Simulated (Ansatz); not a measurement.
# Appearance energy of a fragment ion: SbH(CH3)(SiH3) → [SiH3]+ + SbH(CH3) + e⁻

Species: SbH(CH3)(SiH3), singlet; [SiH3]+ `[SiH3+]`, singlet; SbH(CH3), doublet. 

Shapes, held fixed at every level: PBE0-D4/def2-TZVP. Programs: Ansatz 0.2.0. Electronic energies: no zero-point or thermal term.

(1) Estimate ΔE of this reaction.

Results:

(1) The highest level, CCSD(T)/def2-TZVPP, gives ΔE = +10.59 eV; the levels span +9.20 to +10.81. The column of differences is taken from that level and isn't an error. No measured value is set beside it here. Open shells run unrestricted. For atoms past krypton def2 sets carry core potentials with scalar relativity. Outer-core shells of Sb are correlated in most correlated rows, in sets that cover them unevenly. The onset seen in experiment also holds zero-point changes and kinetic shifts. Times are processor times on shared x86 and Arm servers, and rough.

```json
{"level": "MP2/def2-TZVPP", "kind": "perturbation theory", "ΔE (eV)": "+10.58", "less CCSD(T)/def2-TZVPP": "-0.01", "CPU time (sum over the molecules)": "–"}
{"level": "HF/def2-SVP", "kind": "Hartree–Fock", "ΔE (eV)": "+9.20", "less CCSD(T)/def2-TZVPP": "-1.39", "CPU time (sum over the molecules)": "–"}
{"level": "r2SCAN-D4/def2-TZVPP", "kind": "meta-GGA", "ΔE (eV)": "+10.79", "less CCSD(T)/def2-TZVPP": "+0.20", "CPU time (sum over the molecules)": "28 s"}
{"level": "PBE0-D4/def2-TZVPP", "kind": "global hybrid", "ΔE (eV)": "+10.81", "less CCSD(T)/def2-TZVPP": "+0.22", "CPU time (sum over the molecules)": "17 s"}
{"level": "wB97M-V/def2-TZVPP", "kind": "range-separated hybrid", "ΔE (eV)": "+10.57", "less CCSD(T)/def2-TZVPP": "-0.02", "CPU time (sum over the molecules)": "70 s"}
{"level": "CCSD(T)/def2-SVP", "kind": "coupled cluster or CI", "ΔE (eV)": "+10.27", "less CCSD(T)/def2-TZVPP": "-0.32", "CPU time (sum over the molecules)": "22 s"}
{"level": "CCSD(T)/def2-TZVPP", "kind": "coupled cluster or CI", "ΔE (eV)": "+10.59", "less CCSD(T)/def2-TZVPP": "0.00", "CPU time (sum over the molecules)": "8.6 min"}
```

Forming the silyl cation costs +10.59 eV at the highest level because the process combines two steps: homolysis of the Sb–Si bond and ionisation of the silyl radical. The second is the larger part, although it is eased by silicon's low electronegativity and by the cation's preference for a planar shape with an empty 3p orbital.

The bonding pair is lost altogether, one electron staying on antimony and the other leaving. Hartree–Fock misses the correlation energy of that pair and so places the threshold far too low, at +9.20 eV. Most of this gap remains against coupled cluster in the same small basis, so it is mainly a correlation effect. The larger basis raises the coupled-cluster value, as expected when the intact molecule has more pair correlation to recover, and the basis limit probably lies somewhat higher still. The near-coincidence of MP2 and wB97M-V with the highest level therefore doesn't establish their accuracy, nor do the higher PBE0 and r2SCAN values prove overbinding. Whether the charge would rather stay on the stibinyl fragment can't be judged from this channel alone.
